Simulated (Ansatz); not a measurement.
# A series in volume scale on LaRh3C

Results calculated with Ansatz 0.2.0, not measured. Free energy against uniform scaling of the volume at fixed shape and fractions; periodic cell, basis, potentials, k mesh and filling as listed.

The cell before it is scaled or strained (space group Pm-3m, No. 221):
```
LaRh3C
1.0
      4.2669     0.0000     0.0000
      0.0000     4.2669     0.0000
      0.0000     0.0000     4.2669
La Rh C
1 3 1
Direct
  0.50000 0.50000 0.50000
  0.50000 0.00000 0.00000
  0.00000 0.50000 0.00000
  0.00000 0.00000 0.50000
  0.00000 0.00000 0.00000
```

Settings of every row: functional PBEsol; dispersion none; potentials PAW; wave cutoff 450 eV; density cutoff 1800 eV; k mesh 6x6x6; k shift 0x0x0; occupations fermi dirac; smearing width 0.1 eV; spin none.

Limits: coarse k mesh, up to 40 meV an atom off; the cell comes from a prototype or a list of computed structures and needn't be the stable phase.

```
row  volume scale  V (Å³/atom)  energy above lowest point (meV/atom)
  1          0.92       14.294                                  10.6
  2        0.9467       14.709                                     0
  3        0.9733       15.122                                   4.6
  4             1       15.537                                    22
  5        1.0267       15.952                                  50.5
  6        1.0533       16.365                                  88.3
  7          1.08        16.78                                     ?
```

Question: what energy above lowest point should row 7 give?

Worked fit of energy above lowest point. Take u = (V_r/V)^(2/3) − 1 with V_r = 15.329 Å³ an atom, which is twice the finite (Eulerian) strain; such expansions in the strain, on which the Birch-Murnaghan equation of state is built, carry the rest volume and the bulk modulus. The shown rows have u = 0.04771, 0.02791, 0.00911, -0.00894, -0.02621, -0.04266. Least squares give energy above lowest point = 11.77 − 970.2 × u + 19546 × u² + 5673 × u³ meV/atom; a parabola predicts inner rows, each left out in turn, worse (root mean square 0.17 against 0.071 meV/atom). All shown rows lie on it to the printed digit. Its lowest point lies at u = 0.0246, or V = 14.78 Å³ an atom, and the curvature there gives the bulk modulus at fixed shape and fractions, B = (4/9)(1 + u)² E″(u)/V = 202 GPa. The withheld row has u = -0.05851, so the fit gives 11.77 − 970.2 × (-0.05851) + 19546 × (-0.05851)² + 5673 × (-0.05851)³ = 134.3 meV/atom.

The calculation gave 134.1 meV/atom. The fit lies 0.2 meV/atom (0.15 % of the column's range) above it; its largest miss of a shown row is 0.0 meV/atom. This row lies beyond the range of the fit.
